**Q.** I work with highly charged ruthenium ions and have these computed ionisation energies beside the tabulated ones. Why do they fall into groups near 1, 5 to 6 and 26 keV?

Ionisation energies of Ru ions (Z = 44) from PySCF 2.14.0, as differences of total energies between ground configurations, each a single real unrestricted determinant at highest spin. The Hamiltonian is non-relativistic with a point nucleus, and the even-tempered basis sets, up to g functions, are scaled to each ion. Tabulated values run from ground level to ground level.

| species | electrons | configuration | final configuration | functions by l | HF (eV) | PBE less HF (eV) | PBE0 less HF (eV) | r2SCAN less HF (eV) | tabulated (eV) | uncertainty of the tabulated value (eV) | kind of the tabulated value |
| --- | --- | --- | --- | --- | --- | --- | --- | --- | --- | --- | --- |
| Ru18+ | 26 | [Ar] 3d8 | [Ar] 3d7 | 17s 11p 8d 4f 4g | 786.89 | 1.48 | 1.63 | 2.22 | 784 | 3 | theoretical |
| Ru19+ | 25 | [Ar] 3d7 | [Ar] 3d6 | 17s 11p 8d 4f 4g | 847.64 | 1.51 | 1.63 | 2.29 | 845 | 4 | theoretical |
| Ru20+ | 24 | [Ar] 3d6 | [Ar] 3d5 | 17s 11p 8d 4f 3g | 905.65 | 2.86 | 2.67 | 2.78 | 905 | 4 | theoretical |
| Ru21+ | 23 | [Ar] 3d5 | [Ar] 3d4 | 17s 11p 8d 4f 3g | 988.78 | -1.25 | -0.50 | -0.16 | 981 | 4 | theoretical |
| Ru22+ | 22 | [Ar] 3d4 | [Ar] 3d3 | 17s 11p 8d 4f 3g | 1050.32 | -0.11 | 0.37 | -0.20 | 1048 | 4 | theoretical |
| Ru23+ | 21 | [Ar] 3d3 | [Ar] 3d2 | 17s 11p 8d 4f 3g | 1117.72 | 0.30 | 0.64 | 1.45 | 1115 | 4 | theoretical |
| Ru24+ | 20 | [Ar] 3d2 | [Ar] 3d1 | 17s 11p 8d 4f 3g | 1186.51 | 0.30 | 0.59 | 1.58 | 1187 | 4 | theoretical |
| Ru25+ | 19 | [Ar] 3d1 | [Ar] | 17s 11p 8d 4f 3g | 1252.39 | 1.75 | 1.67 | 2.15 | 1253 | 4 | theoretical |
| Ru34+ | 10 | [Ne] | [He] 2s2 2p5 | 17s 11p 6d 5f 4g | 4744.51 | -1.91 | -0.94 | 1.23 | 4758 | 3 | semi-empirical |
| Ru35+ | 9 | [He] 2s2 2p5 | [He] 2s2 2p4 | 17s 11p 6d 5f 4g | 4917.70 | 0.05 | 0.52 | 2.90 | 4939 | 8 | semi-empirical |
| Ru36+ | 8 | [He] 2s2 2p4 | [He] 2s2 2p3 | 17s 11p 6d 5f 4g | 5093.34 | 2.54 | 2.38 | 3.55 | 5136 | 11 | semi-empirical |
| Ru37+ | 7 | [He] 2s2 2p3 | [He] 2s2 2p2 | 17s 10p 6d 5f 4g | 5330.14 | -3.15 | -2.05 | 0.50 | 5330 | 40 | semi-empirical |
| Ru38+ | 6 | [He] 2s2 2p2 | [He] 2s2 2p1 | 17s 10p 6d 5f 4g | 5511.82 | -1.24 | -0.67 | 2.10 | 5647 | 6 | semi-empirical |
| Ru39+ | 5 | [He] 2s2 2p1 | [He] 2s2 | 17s 10p 6d 5f 4g | 5695.92 | 1.08 | 1.01 | 2.81 | 5861 | 4 | semi-empirical |
| Ru40+ | 4 | [He] 2s2 | [He] 2s1 | 17s 8p 5d 5f 4g | 5941.11 | 4.77 | 3.94 | -1.17 | 6137 | 6 | semi-empirical |
| Ru41+ | 3 | [He] 2s1 | 1s2 | 17s 8p 5d 5f 4g | 6115.50 | 3.66 | 2.82 | -2.32 | 6311.72 | 0.019 | theoretical |
| Ru42+ | 2 | 1s2 | 1s1 | 15s 7p 4d 3f 3g | 25595.32 | -6.34 | -4.47 | 1.35 | 26229.9 | 0.011 | theoretical |
| Ru43+ | 1 | 1s1 | bare nucleus | 15s 7p 4d 3f 3g | 26340.61 | -7.67 | -5.71 | 0.00 | 27033.6 | 0.005 | theoretical |

**A.** The groups follow the shell from which the electron is taken, 3d in the first eight rows, $n=2$ in the next eight and 1s in the last two, $n$ being the principal quantum number. HF is Hartree-Fock; PBE, PBE0 and r2SCAN are density functionals, listed as shifts from HF. An electron of a highly charged ion is nearly hydrogenic, so write

$$I = \mathrm{Ry}\,Z_\mathrm{eff}^2/n^2 ,\qquad \mathrm{Ry} = 26340.62/44^2 = 13.606\ \mathrm{eV},$$

and read $Z_\mathrm{eff}$ off each HF value. This merely restates the number, but the result is informative: $Z_\mathrm{eff}$ rises in every row, from 22.81 to 44.00, without any jump of the size seen in $I$. The table omits the 3p and 3s ions between Ru25+ and Ru34+, hence the wide step from 28.78 to 37.35. From Ru41+ to Ru42+ the energy grows by $25595.32/6115.50 = 4.19$, of which a factor 4 is $n^2$ and only the rest is screening.

Screening is incomplete wherever the orbitals overlap. The single 3d electron of Ru25+ has 18 electrons beneath it and would see a charge of 26 if they screened fully; it sees 28.78, because 3s and 3p extend over the same region as 3d. Within the 1s shell theory gives the screening outright. The repulsion of two hydrogenic 1s electrons is $5Z/8$ hartree, so $I = Z^2/2 - 5Z/8$ hartree, or 25592.31 eV for Ru42+. HF lies 3.01 eV above this, the next term of the expansion in $1/Z$, which comes from relaxation of the orbital. For Ru43+, HF is exact within the non-relativistic model, and its 0.01 eV distance from $Z^2\,\mathrm{Ry}$ checks the basis for a 1s electron and nothing else.

**Q.** Within the 2p rows HF climbs by 173 to 184 eV per charge, except from Ru36+ to Ru37+, where it climbs by 237. What happens there?

**A.** The ordinary step is one electron-electron repulsion lost, and the exception is the pairing energy at half filling. With the Slater integrals $F^0$ (spherical repulsion) and $F^2$ (its angular part), two p electrons repel by $F^0+\tfrac{4}{25}F^2$ in the same orbital and by $F^0-\tfrac{2}{25}F^2$ in different ones, and parallel spins gain a further $\tfrac{3}{25}F^2$ of exchange. A parallel pair thus carries $-\tfrac{5}{25}F^2$. High-spin p¹, p², p³ have 0, 1 and 3 such pairs. The fourth electron has opposite spin and adds $(4-2-2)/25=0$, after which the pattern repeats. In units of $F^2/25$ the energies of p¹ to p⁶ are 0, −5, −15, −15, −20, −30, and removing an electron from p⁶, p⁵, …, p¹ costs an extra 10, 5, 0, 10, 5, 0. An ordinary step therefore contains −5 and the step from p⁴ to p³ contains +10, an excess of $\tfrac{3}{5}F^2$.

The neighbouring steps, 175.64 and 181.68 eV, average 178.66, and $236.80-178.66 = 58.1$ eV. A fit of a quadratic in the electron count plus this pattern to the six 2p rows gives $F^2 = 96.9$ eV with residuals up to 0.13 eV. Four parameters on six rows make a weak test; more telling is that a hydrogenic 2p orbital has this $F^2$ at a charge of 40.5, close to the $Z_\mathrm{eff}$ of these rows. It is the same physics that makes oxygen easier to ionise than nitrogen. Among neutral atoms the smooth rise is small and the break reverses the order, whereas along the charge states of one element it only lengthens a step.

**Q.** The 3d steps are less regular: 61, 58, 83, 62, 67, 69, 66 eV. Is the scatter numerical noise, given that a single real determinant can mix terms?

**A.** It is far above the rounding of 0.005 eV and has a pattern that theory predicts. In a d shell the ground term depends on orbital alignment as well as on spin: the F terms of d², d³, d⁷ and d⁸ keep the electrons further apart than a mere count of parallel pairs allows for. With the Racah parameters $A$, $B$, $C$ (combinations of the $F^k$ of the d shell), the ground-term energies give steps, from Ru18+ onwards, of $A+B$, $A-8B$, $A+14B+7C$, $A-8B$, $A+B$, $A+B$, $A-8B$. The second, fourth and seventh steps should be short by $9B$, and they are the short ones once the slow rise of $A$ is allowed for.

A quadratic plus these term energies, with $C/B$ held at its hydrogenic value, fits the eight rows to 0.13 eV rms, with $B = 0.47$ eV and a half-shell excess $14B+7C$ of 19.7 eV. A quadratic plus a count of parallel pairs, also four parameters, leaves 1.19 eV rms. The HF determinants thus behave like pure Hund ground terms, which is indirect evidence of purity and no proof. The excess is a third of the 2p one, although an electron of the half-filled shell has four parallel partners in 3d and only two in 2p. The $F^k$ scale with the inverse size of the orbital, and 3d is the larger. An f shell should show the same construction, a large break at f⁷ with smaller ripples from orbital alignment on either side.

**Q.** Why is every method about 690 eV below the tabulated value for Ru43+ and nearly 200 eV below it for the 2s ions? Is it correlation?

**A.** Not in Ru43+, which has one electron. The calculation is non-relativistic, and the Dirac equation binds more strongly. To lowest order the gain for a level with total angular momentum $j$ is

$$\Delta = I\,(Z_\mathrm{eff}\alpha)^2\,\frac1n\left[\frac{1}{j+\frac12}-\frac{3}{4n}\right],\qquad \alpha\approx 1/137 .$$

The factor after $(Z_\mathrm{eff}\alpha)^2$ is 1/4 for 1s, 5/16 for 2s and 2p₁/₂, 1/16 for 2p₃/₂ and at most 1/12 for 3d, and since $I\propto Z^2$ the shift grows as $Z^4$. The full Dirac formula gives 716.3 eV for Ru43+ against a gap, tabulated less HF, of 693.0 eV. The 23.3 eV by which Dirac overbinds is, by standard atomic physics, the Lamb shift together with the finite nuclear size.

With each row's own $Z_\mathrm{eff}$ and nothing fitted, the formula misses by −40.7 eV in Ru42+ (6% of the gap), +3.4 eV in Ru41+ and +14.2 eV in Ru40+ (7% of the gap). Ru42+ has the magnetic (Breit) interaction of the two 1s electrons on top of the Lamb shift, and a single $Z_\mathrm{eff}$ is crude for an effect that arises near the nucleus; these parts are not separated here. In Ru40+ correlation does enter. Second-order perturbation theory (MP2) in the same calculation adds 7.8 eV to HF, against 0.17 eV in Ru41+, because 2s² and 2p² are nearly degenerate in a beryllium-like ion and mix. That covers about half of the misfit, but second order is only a rough guide to such a near-degeneracy, so the true share of correlation stays open.

**Q.** HF gives 5330.14 eV for Ru37+ and the tabulated value is 5330. Yet the tabulated energies have their largest 2p step one row later than HF. How can both be true?

**A.** The agreement is a cancellation between different states, inside an uncertainty of 40 eV. At $Z=44$ spin-orbit coupling splits 2p into 2p₁/₂ (two places) and 2p₃/₂ (four) by more than 100 eV: the Dirac shifts are 155.8 eV in Ru38+ and 28.1 eV in Ru37+. This exceeds the pairing energy of 58 eV, so the real ion fills 2p₁/₂ first, and the break moves from p³ to p². The initial level of Ru37+ is (2p₁/₂)²2p₃/₂ and not the quartet that was computed. In pure jj coupling the $F^2$ terms of p¹ to p⁶ become 0, 0, −5, −13, −20, −30, and the expected gap is the Dirac shift of the subshell emptied plus the change in these terms.

Take Ru38+ in full. $Z_\mathrm{eff} = 2\sqrt{5511.82/13.606} = 40.25$, so $(Z_\mathrm{eff}\alpha)^2 = (40.25/137)^2 = 0.0863$ and the lowest-order shift is $5511.82\times0.0863\times5/16 = 149$ eV, which the full formula raises to 155.8. The closed (2p₁/₂)² pair lacks the $-F^2/5$ of the triplet and is easier to break by $96.9/5 = 19.4$ eV. The sum is 136.4 eV; the table has $5647-5511.82 = 135.2 \pm 6$ eV. The HF value of this row entered the fit of $F^2$, and the tabulated value entered no fit. For Ru37+ the same sum is $28.1-19.4 = 8.7$ eV, which is why HF looks right there. The step from Ru37+ to Ru38+ becomes $181.68+136.4-8.7 = 309$ eV against 317 tabulated, and moving the Ru37+ value by its whole uncertainty would not reverse the order of the two steps.

The model comes within 1.5 eV in the two 2p₁/₂ rows, closer than the tabulated uncertainties or its neglect of the Lamb shift and of intermediate coupling can justify. It is too high by 9 to 14 eV in all four 2p₃/₂ rows. Only in Ru34+ is this clearly outside the uncertainty of the tabulated value, with 22.2 eV against 13.5 ± 3 eV; in Ru35+ and Ru36+ it is little more than one uncertainty, and in Ru37+ well within it. My guess, untested, is extra screening by the relativistically contracted s and p₁/₂ electrons together with the Breit interaction. First-order spin-orbit corrections from the same calculation are no remedy. They leave 80.0 eV in Ru39+ and 52.6 eV in Ru34+, the spin-independent part of relativity being absent, and in Ru35+ to Ru38+ they start from the wrong coupling.

Since $F^2$ grows as $Z$ and the splitting as $Z^4$, a light element has its break at half filling and a heavier one than ruthenium has it still more firmly at p². The 3d shell here is on the way. The tabulated half-shell step is 76 eV against 83 in HF, and first-order spin-orbit, which lowers d⁴ and d⁶ but not the orbitally symmetric d⁵, removes $3.13+1.94 = 5.07$ eV of it, a rough figure so near to jj coupling.

**Q.** I read the shifts of the functionals as the correlation energy of the removed electron. Is that fair?

**A.** Mostly not. Ru43+ has no correlation, yet PBE lowers $I$ by 7.67 eV and PBE0 by 5.71. This is self-interaction error: approximate exchange fails to cancel the electron's repulsion with itself. PBE0 replaces a quarter of PBE exchange by HF exchange and keeps the correlation, so if the densities are taken as equal, PBE less HF is $x+c$ and PBE0 less HF is $\tfrac34x+c$. Here $x$ is the departure of PBE exchange from HF exchange and $c$ is the PBE correlation contribution. Then $x = 4(\mathrm{PBE}-\mathrm{PBE0})$, good to about 0.04 eV from rounding. For Ru43+, $x = 4(-7.67+5.71) = -7.84$ and $c = +0.17$ eV, both spurious. Exchange scales with inverse length, so $x$ should grow as $Z$ along one-electron ions. The zero of r2SCAN is built in for a hydrogenic 1s density, and in Ru41+ its −2.32 eV stands against +0.17 from MP2.

The part $c$ is positive in all rows, at most 2.10 eV, and near MP2 in Ru35+ (1.93 against 1.6), Ru42+ (1.14 against 1.24) and, in absolute terms only, Ru41+ (0.30 against 0.17). It fails in Ru40+, 1.45 against 7.8, as a semilocal functional has no access to the near-degeneracy; the PBE total of 4.77 eV there is mostly $x$. From Ru37+ to Ru39+ even the sign differs: MP2 lowers $I$ by 0.67, 1.13 and 1.70 eV where $c$ raises it. The likely reason is the same near-degeneracy. Each 2p electron of a high-spin p¹ to p³ ion blocks one orbital for the excitation from 2s² to 2p², and its removal frees that orbital, so the ion left behind gains correlation. In all 3d rows $c$ exceeds the MP2 value, threefold in Ru21+ and more than fivefold in Ru23+, and in Ru24+ and Ru25+ the sign differs again, MP2 lowering $I$ by about 0.1 eV where $c$ raises it by more than 1 eV. MP2 was obtained in these rows with the inner shells frozen.

The swing of PBE at half filling, −5.69 eV from Ru36+ to Ru37+, is −5.04 in $x$ and −0.65 in $c$, and the 3d case divides similarly. Across 2p, $x$ is near zero when the removed electron has no parallel partner in the shell (p⁴, p¹) and falls by roughly 2 eV per partner. The natural reading is that PBE recovers less of the exchange between different orbitals than HF has. The smaller drop in $c$ has the sign expected when the removed electron no longer shares its orbital with an opposite spin.

**Q.** Which digits can I use, and which method should I prefer?

**A.** The hundredths belong to the model and serve for differences between methods in one row, where both ions share a basis. Trends across open-shell rows are good to some tenths of an eV, since the basis changes along the series and unrestricted non-spherical determinants lie that much below spherical ones. The jump of r2SCAN from −0.20 eV in Ru22+ to 1.45 in Ru23+ may be an artefact of that kind, a different mixture of terms, but this is a guess.

No ranking follows from the tabulated values, which are theoretical or semi-empirical. In the 3d rows the largest functional shift, 2.86 eV, is below their uncertainty of 3 to 4 eV, and HF is within one uncertainty in all but Ru21+, where it is 7.8 eV high. This does not make relativity negligible for 3d: first-order spin-orbit coupling alone shifts Ru25+ by 3.46 eV, and relativistic contributions of opposite sign may partly cancel. For $n\le2$ the largest shift is 7.67 eV, while the gap runs from 13.5 to 693 eV in every row except Ru37+; a functional that lands closer does so by chance. A relativistic Hamiltonian with spin-orbit coupling in the orbitals has to come first, and only then can a few eV of exchange and correlation be judged. The row-by-row values and residuals stand in the output below.

Printed output of the fit:

```
ion  Zeff | step to next ion: HF, tabulated | tab-HF +- unc | PBE exchange x, correlation c (eV)
Ru18+ 22.81 | 60.75 61 | -2.9 +- 3 | -0.60 +2.08
Ru19+ 23.68 | 58.01 60 | -2.6 +- 4 | -0.48 +1.99
Ru20+ 24.48 | 83.13 76 | -0.6 +- 4 | +0.76 +2.10
Ru21+ 25.57 | 61.54 67 | -7.8 +- 4 | -3.00 +1.75
Ru22+ 26.36 | 67.40 67 | -2.3 +- 4 | -1.92 +1.81
Ru23+ 27.19 | 68.79 72 | -2.7 +- 4 | -1.36 +1.66
Ru24+ 28.02 | 65.88 66 | +0.5 +- 4 | -1.16 +1.46
Ru25+ 28.78 | - - | +0.6 +- 4 | +0.32 +1.43
Ru34+ 37.35 | 173.19 181 | +13.5 +- 3 | -3.88 +1.97
Ru35+ 38.02 | 175.64 197 | +21.3 +- 8 | -1.88 +1.93
Ru36+ 38.70 | 236.80 194 | +42.7 +- 11 | +0.64 +1.90
Ru37+ 39.59 | 181.68 317 | -0.1 +- 40 | -4.40 +1.25
Ru38+ 40.25 | 184.10 214 | +135.2 +- 6 | -2.28 +1.04
Ru39+ 40.92 | 245.19 276 | +165.1 +- 4 | +0.28 +0.80
Ru40+ 41.79 | 174.39 175 | +195.9 +- 6 | +3.32 +1.45
Ru41+ 42.40 | 19479.82 19918 | +196.2 +- 0.019 | +3.36 +0.30
Ru42+ 43.37 | 745.29 804 | +634.6 +- 0.011 | -7.48 +1.14
Ru43+ 44.00 | - - | +693.0 +- 0.005 | -7.84 +0.17
Ru43+: Z^2 Ry 26340.62, HF less this -0.01 eV; PBE0/PBE shift 0.744; x/Z -0.178 eV
Ru42+: Z^2/2-5Z/8 gives 25592.31, HF less this +3.01 eV; table rounding 0.005 eV (0.04 in x)
2p, quadratic + F2: F2 96.9 eV, excess step 3F2/5 58.2 eV, hydrogenic charge 40.5
  residuals p6..p1 (eV): -0.04 0.12 -0.08 -0.09 0.13 -0.04
3d, quadratic + Racah terms: charge 29.3, B 0.47, C 1.88, 14B+7C 19.7 eV
  residuals d8..d1: 0.05 0.04 -0.07 -0.19 -0.00 0.19 0.15 -0.16 rms 0.13 eV
3d, quadratic + parallel pairs: K 3.91 eV; residuals -0.54 1.47 -0.93 0.56 -1.68 0.26 1.91 -1.04 rms 1.19
ion removed | Dirac shift, jj less LS, sum | tab-HF less sum | tab-HF less first-order spin-orbit (eV)
Ru34+ 2p3/2 | 22.2 +0.0 22.2 | -8.7 | +52.6
Ru35+ 2p3/2 | 23.9 +7.8 31.6 | -10.3 | +22.2
Ru36+ 2p3/2 | 25.6 +31.0 56.7 | -14.0 | +2.7
Ru37+ 2p3/2 | 28.1 -19.4 8.7 | -8.8 | +83.2
Ru38+ 2p1/2 | 155.8 -19.4 136.4 | -1.2 | +136.9
Ru39+ 2p1/2 | 166.6 +0.0 166.6 | -1.5 | +80.0
Ru40+ 2s | 181.7 +0.0 181.7 | +14.2 | +195.9
Ru41+ 2s | 192.8 +0.0 192.8 | +3.4 | +196.2
Ru42+ 1s | 675.3 +0.0 675.3 | -40.7 | +634.6
Ru43+ 1s | 716.3 +0.0 716.3 | -23.3 | +693.0
largest misfits of Dirac + jj: Ru42+ -40.7 eV (-6%), Ru43+ -23.3 eV (-3%), Ru40+ +14.2 eV (+7%)
3d tab-HF less spin-orbit (eV): -2.8 -3.5 -2.6 -4.6 -1.1 -2.6 -0.5 -2.9
largest functional shift: 3d rows 2.86 eV (unc 3-4), n<=2 rows 7.67 eV
MP2-HF / c (eV): Ru21+ 0.56/1.75, Ru35+ 1.62/1.93, Ru40+ 7.79/1.45, Ru41+ 0.17/0.30, Ru42+ 1.24/1.14
change Ru20+ to Ru21+: PBE -4.11 (x -3.76, c -0.35), PBE0 -3.17, r2SCAN -2.94 eV
change Ru36+ to Ru37+: PBE -5.69 (x -5.04, c -0.65), PBE0 -4.43, r2SCAN -3.05 eV
```
